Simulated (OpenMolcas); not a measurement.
## HfH2Cl2O2 (SMILES Cl[Hf](Cl)(O)O): the dipole moment, rung by rung

HfH2Cl2O2 has 7 atoms, charge 0, and is taken as a singlet. SMILES: `Cl[Hf](Cl)(O)O`. The shape is that of a PBE0-D4/def2-TZVP optimisation. This is one conformer, not always the lowest.

```tsv
atom	x (Å)	y (Å)	z (Å)
Cl	-1.4564	-2.1750	0.0028
Hf	0.0987	-0.4037	-0.0237
Cl	2.2927	-1.2469	-0.2012
O	-0.2572	0.7048	-1.5209
O	-0.0554	0.5741	1.5940
H	-0.4572	1.3690	-2.1724
H	-0.1652	1.1777	2.3215
```

Quantity: the dipole moment, in D. The values are calculated.

| level | kind | program | value (D) |
| --- | --- | --- | --- |
| HF/def2-SVP (core potential) | Hartree–Fock | OpenMolcas | 4.19 |
| SVWN5/def2-SVP (core potential) | LDA | OpenMolcas | 4.04 |
| PBE/def2-SVP (core potential) | GGA | OpenMolcas | 4.03 |
| TPSS/def2-SVP (core potential) | meta-GGA | OpenMolcas | 4.15 |
| B3LYP/def2-SVP (core potential) | global hybrid | OpenMolcas | 4.02 |
| M06-2X/def2-SVP (core potential) | hybrid meta-GGA | OpenMolcas | 4.12 |

The values span 4.02 to 4.19 D.

The dipole moment hardly depends on the treatment of exchange and correlation. Hartree–Fock gives the largest value, 4.19 D, as expected from its tendency to exaggerate bond ionicity, but the values do not fall steadily as exact exchange is removed: TPSS, with none, gives 4.15 D, while the hybrid B3LYP gives the lowest, 4.02 D.

This insensitivity fits formally d⁰ Hf(IV), whose empty 5d shell accepts σ and π density from chloride and hydroxide without near-degenerate configurations. The sizeable moment arises because the two ligand types do not cancel around the metal. The Hf–O–H units are almost linear in the given coordinates, consistent with strong ionic character and oxygen π donation, so each O–H bond dipole opposes its Hf–O dipole. The positive end therefore probably lies on the hydroxide side and the negative end on the chloride side.

The close agreement shows robustness towards the choice of functional, not absolute accuracy, since all rows share a small basis without diffuse functions and any resulting error would be largely common to them.
